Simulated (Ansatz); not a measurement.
**From F to I: the dipole moment**

One atom is swapped for its congeners: GaH2F `[F][GaH2]`; GaH2Cl `[Cl][GaH2]`; GaH2Br `[GaH2][Br]`; GaH2I `[GaH2][I]`. All are singlets with charge 0.

Shapes, held fixed at every level: PBE0-D4/def2-TZVP. Programs: Ansatz 0.2.0. Values in D.

Q: How should the dipole moment change along the series?

A: At wB97M-V/def2-TZVPP the dipole moment falls at every step, from 2.22 to 1.64 D. Every level shows the same order. For atoms past krypton def2 sets carry core potentials with scalar relativity. Relativity is left out for Br, Ga unless named.

```csv
level,GaH2F,GaH2Cl,GaH2Br,GaH2I
PBE-D4/def2-TZVPP,2.06,1.78,1.68,1.34
r2SCAN-D4/def2-TZVPP,2.13,1.88,1.79,1.46
B3LYP-D4/def2-TZVPP,2.22,1.90,1.81,1.47
wB97M-V/def2-TZVPP,2.22,1.95,1.91,1.64
```

The dipole moment falls from fluoride to iodide at every level, so the order does not depend on the functional. Two effects compete: the halogen becomes less electronegative down the group, which reduces the charge separation, while the Ga–X bond lengthens, which would raise the moment for a given charge. The falling polarity of the bond evidently wins. Donation from the halogen lone pairs into the empty gallium 4p orbital opposes the σ polarisation, but does not reverse the order.

The step from chloride to bromide is the smallest in every row. This probably reflects the filled 3d shell of bromine, which screens the nuclear charge poorly and keeps bromine close to chlorine in electronegativity. The methods differ most for the iodide, from 1.34 to 1.64 D, perhaps because the softer, more polarisable halogen makes the charge distribution more sensitive to the functional. The size of the total drop is therefore less certain than its direction. The moments alone do not separate charge transfer from lone-pair and atomic polarisation contributions.
